## One electron pair in a stretched C–H bond

The row at 1.66 Å looks wrong. Its spin squared, which belongs to the UHF solution, is 0.020, so UHF has begun to put the two spins in different places. Yet the UHF energy under RHF is 0.000 eV, as if nothing had been gained. Meanwhile RHF already lies 0.989 eV above CASSCF. The row is sound, and a small model of the electron pair explains it along with the rest of the table. The bond is a methyl C–H bond in the adduct of dimethyl ether and fluoroborane, C[O+](C)[BH2-]F, and only its hydrogen atom is moved.

PySCF 2.14.0 calculations with RHF, broken-symmetry UHF and CASSCF (two electrons in two orbitals), basis def2-SVP, on neutral singlet C[O+](C)[BH2-]F. One methyl C–H bond is stretched rigidly from the GFN2-xTB geometry. Energies are differences at equal bond length, spin squared is from UHF, and the occupation is that of the weaker CASSCF natural orbital.

| bond length (Å) | RHF energy over CASSCF (eV) | UHF energy under RHF (eV) | spin squared | first weak orbital occupation |
| --- | --- | --- | --- | --- |
| 0.980 | 0.357 | 0.000 | 0.000 | 0.012 |
| 1.070 | 0.419 | 0.000 | 0.000 | 0.016 |
| 1.180 | 0.501 | 0.000 | 0.000 | 0.023 |
| 1.280 | 0.584 | 0.000 | 0.000 | 0.032 |
| 1.440 | 0.736 | 0.000 | 0.000 | 0.051 |
| 1.660 | 0.989 | 0.000 | 0.020 | 0.094 |
| 1.930 | 1.382 | 0.463 | 0.571 | 0.179 |
| 2.350 | 2.175 | 1.772 | 0.879 | 0.385 |
| 3.000 | 3.555 | 3.540 | 0.987 | 0.712 |

Some sizes are worth remembering. The RHF energy lies about 0.4 eV above CASSCF near the equilibrium length, about 1 eV above it at one and a half times that length, and more than 3 eV at 3 Å. The first weak orbital occupation $n$, the number of electrons in the antibonding orbital, grows over the same stretch from under 0.02 to about 0.7.

### The picture

Stretched H₂ with one orbital on each atom is the simplest relative of this bond. RHF puts both electrons into the bonding orbital, which makes the pair half covalent and half ionic at any length. When the atoms are far apart the ionic half is far too costly. Mixing in the configuration with both electrons in the antibonding orbital removes it. The likeness is limited: carbon and hydrogen are not equal partners, and the molecule's other electrons respond to the stretch.

Let the two configurations differ in energy by $2\Delta$, let $K$ be the exchange integral that couples them, and let $x=\Delta/K$. The lower root of this two-by-two problem lies below the bonding configuration by

$$E = K\left(\sqrt{1+x^2}-x\right),$$

and the antibonding orbital then holds

$$n = 1-\frac{x}{\sqrt{1+x^2}}.$$

$E$ is the estimate of the RHF energy over CASSCF. It leaves out that RHF chooses the best orbitals for its single configuration, which makes the true gap somewhat smaller. A $K$ deduced from calculated gaps absorbs this effect, so it is an effective coupling and not the bare integral.

For large $x$ these become $E\approx K/2x$ and $n\approx 1/2x^2$. The energy follows the amplitude of the second configuration, the occupation follows its square. This is why an occupation that looks negligible can go with a sizeable energy. At 1.07 Å, $n$ is only 0.016, but $K\sqrt{n/2}$ with $K=4.6$ eV is already about 0.4 eV.

### The rule

What remains is how $x$ depends on the bond length $R$. The separation $\Delta$ comes from the overlap of the two atomic orbitals, and overlap dies off roughly exponentially with distance. Theory therefore suggests a straight line for $\log_{10}x$ against $R$, and the values of $x$ obtained from the occupations follow one closely. With constants rounded for hand use,

$$x = 10^{(2.18-R)/1.5},\qquad K = 4.6\ \text{eV},$$

with $R$ in Å. In words, $x$ equals 1 near 2.2 Å and changes tenfold every 1.5 Å.

The line was fitted to all nine rows, and $K$ was rounded from their mean. The near constancy of $K$ is a finding, since the algebra does not demand it: the values deduced row by row run only from 4.4 to 4.8 eV.

### Two rows by hand

At 1.44 Å the exponent is $(2.18-1.44)/1.5=0.493$, so $x=3.11$ and $\sqrt{1+x^2}=3.27$. The difference, 0.157 before the two numbers are rounded, times 4.6 eV gives 0.72 eV. The calculation has 0.736 eV. The occupation comes out as $1-3.11/3.27\approx0.05$, in agreement with the table.

At 2.35 Å the exponent is negative, $-0.113$, so $x=0.77$ and the root is 1.26. The estimate is $4.6\times(1.26-0.77)\approx2.3$ eV, against a calculated 2.175 eV. This is the row where the rule does worst for the energy. The occupation, 0.39, is again close. Both worked rows were part of the fit, so they illustrate the rule and do not test it.

### How good it is

From 0.98 to 3.00 Å the rule stays within about 4 % of the calculated RHF energy over CASSCF and within about 6 % of the weak occupation. A plain exponential in $R$ for the energy needs one constant fewer but misses by up to 18 %, at 3.00 Å. It makes the energy grow by the same factor in every step of equal length, whereas the calculated factor shrinks as the bond gets longer. The two-configuration model has this built in. Its relative growth is proportional to $x/\sqrt{1+x^2}$, which is nearly constant while $x$ is large and drops once $x$ comes near 1 and the two configurations are strongly mixed. The output printed below gives the comparison row by row.

### Back to the odd row

The same $x$ also describes UHF, if the bond is treated as two equal sites where electrons repel each other only on the same site. UHF then breaks symmetry when $x$ falls to 2, the Coulson–Fischer point. Beyond it, spin squared is $1-x^2/4$ and the energy gain is $K(1-x/2)^2$. Just past the onset the first grows in proportion to the distance from it, the second only as the square. A spin squared of 0.020 therefore goes with a gain of about $4.6\times0.020^2/4\approx0.0005$ eV, which the table prints as zero.

The onset also shows what UHF leaves out. Up to 1.44 Å it coincides with RHF, although the antibonding orbital is already filling. A spin squared of zero means that a single determinant gains nothing by separating the spins; it does not mean that the pair is uncorrelated.

### Where the rule stops

For UHF the rule is rougher. It places the onset at 1.73 Å, while the row at 1.66 Å is already past it, and at 1.93 Å it gives a gain about 30 % too small. Small differences between methods are beyond it as well. At 3.00 Å UHF lies 0.015 eV above CASSCF, and the rule says 0.09 eV.

Towards longer bonds the formula levels off at 4.6 eV, and that ceiling is probably too low. $K$ reflects how much more two electrons repel each other on one atom than on neighbouring atoms. The repulsion between neighbours fades with distance, so $K$ should rise at long range. The deduced $K$ does rise from 4.4 eV at 1.93 Å to 4.8 eV at 3.00 Å, but between 1.07 and 1.93 Å it falls slightly, so other effects are at work too and the cause is not proved.

The three constants belong to this C–H bond in this small basis. The reference correlates a single electron pair, so $E$ measures what RHF loses for that pair and not its whole error. Nor does the rule give a bond energy: the CASSCF curve still climbs by 0.50 eV between the last two rows, and the fragment left behind has not relaxed. For another single bond the reasoning carries over, but the constants must be found afresh: how fast the overlap dies sets the length scale, the extra repulsion of two electrons on one atom sets $K$, and the length at which $\Delta$ has shrunk to $K$ is the third constant.

The analysis program printed:

```
fit of logx on 9 rows: constant 1.432 +/- 0.011, coefficient of bond_length -0.6554 +/- 0.0062; rms 0.0103, worst 0.98 -0.0159, leave-one-out rms 0.0156
length over which x falls tenfold, fitted (angstrom): 1.526
bond length where x is 1, fitted (angstrom): 2.186
mean effective coupling K (eV): 4.57
Hand rule against the calculation:
   row  x from occupation  effective K (eV)  x by rule  root of 1+x^2  occupation by rule  RHF excess by rule (eV)  its miss (%)  spin squared by rule  UHF gain by rule (eV)
  0.98              6.397             4.595       6.31          6.388             0.01233                   0.3623         1.475                     0                      0
  1.07              5.523             4.666      5.495          5.586             0.01616                   0.4151       -0.9254                     0                      0
  1.18              4.582             4.645      4.642          4.748             0.02243                   0.4899        -2.216                     0                      0
  1.28              3.857              4.58      3.981          4.105             0.03013                   0.5689        -2.586                     0                      0
  1.44               3.01              4.55      3.114          3.271             0.04789                   0.7205        -2.112                     0                      0
  1.66               2.14             4.453      2.222          2.436             0.08812                   0.9876       -0.1446                     0                      0
  1.93              1.438             4.408      1.468          1.776              0.1736                    1.418         2.609                0.4614                 0.3257
  2.35             0.7799             4.455     0.7703          1.262              0.3898                    2.263         4.051                0.8517                  1.739
   3.0             0.3007             4.781      0.284           1.04              0.7268                    3.475        -2.237                0.9798                  3.386
largest miss of the rule for the RHF excess (%): 4.051
largest miss of the rule for the weak occupation (%): 6.254
fit of loge on 9 rows: constant -2.031 +/- 0.11, coefficient of bond_length 1.155 +/- 0.06; rms 0.0998, worst 3.0 0.167, leave-one-out rms 0.177
largest miss of the plain exponential for the RHF excess (%): 18.14
bond length where UHF breaks symmetry by rule (angstrom): 1.728
miss of the rule for the UHF gain at 1.93 angstrom (%): -29.65
UHF above CASSCF at 3.00 angstrom, calculated (eV): 0.015
UHF above CASSCF at 3.00 angstrom, by rule (eV): 0.08916
```
